Why does CF4 seem to lose a quarter of its binding when its electrons are described with the 6-31G basis, and win most of it back once each atom receives a set of d functions? The atomization energy is the energy needed to pull the molecule apart into one carbon and four fluorine atoms. A larger basis lets the electrons move more freely in the molecule, but it does so in the separated atoms too. What counts is which of the two needs the added freedom more.

Atomization energy of CF4 in different basis sets, calculated with Ansatz 0.2.0 at the MP2 level with the 1s cores frozen and a restricted Hartree-Fock reference for the molecule. The geometry is fixed at the MP2(full)/6-31G* structure. Functions are counted for the whole molecule, and the quadruple-zeta reference is cc-pVQZ.

| basis | functions | atomization energy less its quadruple-zeta value (kJ/mol) |
| --- | --- | --- |
| STO-3G | 25 | -705.0 |
| 6-31G | 45 | -534.9 |
| cc-pVDZ | 70 | -172.8 |
| 6-31Gstar | 75 | -87.6 |
| cc-pVTZ | 150 | -34.5 |
| cc-pVQZ | 275 | 0.0 |

The last column gives the atomization energy relative to its value in cc-pVQZ, the largest set here. The deficit shrinks with every increase in the number of functions, but very unevenly. Going from STO-3G to 6-31G adds 20 functions and recovers 170 kJ/mol. Adding d functions to 6-31G, which gives 6-31G* (printed as 6-31Gstar), takes 30 more and recovers 447 kJ/mol.

The unevenness becomes clear when the error is written as a difference. Let $\delta E$ be the height of an MP2 energy above its cc-pVQZ value, and $\delta D$ the shift in the table. Then

$$\delta D=\delta E_{\text{atoms}}-\delta E_{\text{molecule}} .$$

The molecular energies come from calculations in the same basis sets, and those of the atoms follow from this relation. It therefore tests no theory, but it shows how much of the basis error cancels.

In STO-3G the molecule lies about 202 eV too high and the atoms 195 eV, so nearly all of an enormous error drops out. Most of it belongs to shells that are poorly shaped in any surroundings, because each atomic orbital is represented by a single function of fixed size. The 6-31G set describes the cores better and gives each valence orbital two functions, so that it can shrink or swell. In total the atoms profit almost as much as the molecule does, but the small net gain is expected to hide two opposed changes. The fixed sizes in STO-3G were chosen to suit molecules, so at the Hartree-Fock level the free atoms should gain more than the molecule, which lowers the binding. The rise should come from correlation: STO-3G leaves the molecule only four empty orbitals and 3.0 eV of correlation energy, against 15.5 eV in 6-31G.

In 6-31G the errors are far smaller, 28.5 eV for the molecule and 23.0 eV for the atoms, yet in proportion to their size they cancel least well of all the smaller sets. About a fifth of the molecular error survives in the atomization energy. The main reason is a freedom that only the molecule needs. The occupied orbitals of free carbon and fluorine are of s and p type, and s and p functions describe them well. In CF4 each fluorine sits beside an electron-poor carbon, whose field pulls the fluorine's p electrons to one side. An s orbital is displaced by mixing in some p, and a p orbital by mixing in some d. The d functions on carbon, which takes part in all four bonds, are expected to matter about as much as those on the four fluorines together, and the calculation adds both kinds at once. Without d functions the charge cannot lean into the bonds as it should, and the molecule is penalized while the occupied orbitals of the free atoms are hardly touched.

The calculation supports this picture with a bound. When d functions are added to 6-31G, the Hartree-Fock energy of the molecule falls by 4.2 eV, and the atomization energy rises by 4.6 eV. The atoms' Hartree-Fock energy cannot rise when functions are only added, provided that they stay in the same state. Hartree-Fock therefore supplies at most 4.2 eV of the gain, and correlation at least 0.4 eV. Free atoms have little use for d functions at this level, although the six functions that each atom receives here include one s-like combination, which can lower the atomic energies somewhat. Hartree-Fock should therefore still supply most of the gain.

The d functions also deepen the molecule's correlation energy, by as much as 6.4 eV. They let two electrons keep to different sides of a nucleus, and so avoid each other. Electrons in a free fluorine atom do the same, however, so most of this large effect should cancel. The same kind of function thus has two uses: polarization, which belongs to the molecule, and correlation, which both sides share.

This distinction helps with the irregular pair. The 6-31G* set has only five functions more than cc-pVDZ, yet its deficit is about half as large, 88 against 173 kJ/mol. It does not describe the molecule better. Its molecular energy lies 2.4 eV above that in cc-pVDZ, but its atoms lie 3.3 eV higher, and the difference favours binding. The closer agreement with cc-pVQZ comes from better balanced errors, not from smaller ones.

One likely part of the cause is the reach of the d function on fluorine. In 6-31G* it is more diffuse and extends towards the neighbour, where it serves polarization. In cc-pVDZ it is tighter and overlaps more with the 2p shell, where it serves correlation in atom and molecule alike. It fits this reading that some three quarters of the molecule's energy advantage in cc-pVDZ is correlation energy. The rest is Hartree-Fock energy, however, so any better polarization in 6-31G* is hidden in the molecular total. The two sets also differ in their s and p functions, and on carbon it is 6-31G* that has the tighter d function, which is expected to suit the short C-F bonds better and so to favour binding as well. The comparison therefore does not isolate the cause. Atoms borrowing their neighbours' functions in the molecule add to the apparent binding in both sets, and the table does not show which gains more.

Beyond the double-zeta sets the main task changes. Two electrons of opposite spin produce a sharp kink in the wave function where they meet, and smooth orbitals reproduce it only slowly, through functions of ever higher angular momentum. When fluorine forms a bond, its unpaired electron gains a close partner of opposite spin, so the molecule has more such encounters than the atoms. In cc-pVTZ three quarters of the molecule's remaining error is correlation energy. Most of the total error cancels against the atoms, but 34.5 kJ/mol is left.

Theory gives a simple law for this slow part. In an atom, the correlation energy added by angular momentum $l$ falls roughly as $l^{-4}$ when $l$ is large. For carbon and fluorine the correlation-consistent sets reach $l=X$, where $X$ is 2, 3 and 4 for cc-pVDZ, cc-pVTZ and cc-pVQZ. Summing everything beyond $X$ leaves an error proportional to $X^{-3}$. The step from cc-pVDZ to cc-pVTZ should then exceed the next one by the factor

$$\frac{1/8-1/27}{1/27-1/64}\approx 4.11 .$$

With the last step of 34.5 kJ/mol as the only input, the earlier step becomes $4.11\times34.5\approx142$ kJ/mol. The two together put cc-pVDZ about 176 kJ/mol below cc-pVQZ. The calculation gives 173 kJ/mol, a value that was not used to set the law.

So close a match looks like a confirmation, but the molecule's own correlation energy contradicts it. There the first step is only 2.7 times the second, although correlation is the very quantity for which the law was derived. The atomization energy also contains a Hartree-Fock part, which converges in a different way, and the atoms' errors are subtracted from both. The Hartree-Fock part of the binding is expected to be almost settled in cc-pVTZ, so it should enlarge the first step and hardly touch the second. The good prediction must owe something to such compensation. The same law puts the error still left in cc-pVQZ at roughly 25 kJ/mol, which is best read as a sign that this set is a convenient zero and not the end of the series. The printed output below lists the energies of molecule and atoms behind these comparisons.

The analysis program printed:

```
Energies above cc-pVQZ in eV:
        row  molecule MP2  separated atoms MP2  percent of molecular error left in atomization  molecule HF part  molecule correlation part  shift in percent of atomization
     STO-3G         201.9                194.6                                           3.619             170.7                      31.22                           -33.61
      6-31G         28.53                22.98                                           19.43             9.823                       18.7                            -25.5
    cc-pVDZ         15.52                13.73                                           11.54             5.023                       10.5                           -8.239
  6-31Gstar         17.89                16.98                                           5.074               5.6                      12.29                           -4.177
    cc-pVTZ         3.793                3.436                                           9.427            0.9539                      2.839                           -1.645
    cc-pVQZ             0                    0                                               0                 0                          0                                0
Gain in atomization STO-3G to 6-31G (kJ/mol): 170.1
The same in percent of the whole climb: 24.13
Fall of the molecule STO-3G to 6-31G (eV): 173.4
Fall of the atoms STO-3G to 6-31G (eV): 171.6
Gain in atomization on adding d to 6-31G (kJ/mol): 447.3
The same in percent of the whole climb: 63.45
The same gain (eV): 4.636
Fall of molecular HF energy on adding d, upper bound to HF part of the gain (eV): 4.223
Deepening of molecular MP2 correlation on adding d (eV): 6.412
Fall of the separated atoms on adding d (eV): 5.999
Lower bound to correlation part of the gain (eV): 0.4129
Atomization in 6-31G* above that in cc-pVDZ (kJ/mol): 85.2
Molecule in 6-31G* above that in cc-pVDZ (eV): 2.372
Atoms in 6-31G* above those in cc-pVDZ (eV): 3.255
Gain DZ to TZ (kJ/mol): 138.3
Ratio of DZ-TZ step to TZ-QZ step in atomization: 4.009
Same ratio by the inverse-cube law: 4.108
Same ratio in molecular correlation energy: 2.697
Inverse-cube prediction of the cc-pVDZ shift (kJ/mol): -176.2
Prediction less computed cc-pVDZ shift (kJ/mol): -3.43
Rough remainder beyond cc-pVQZ by the inverse-cube law (kJ/mol): 25.18
```
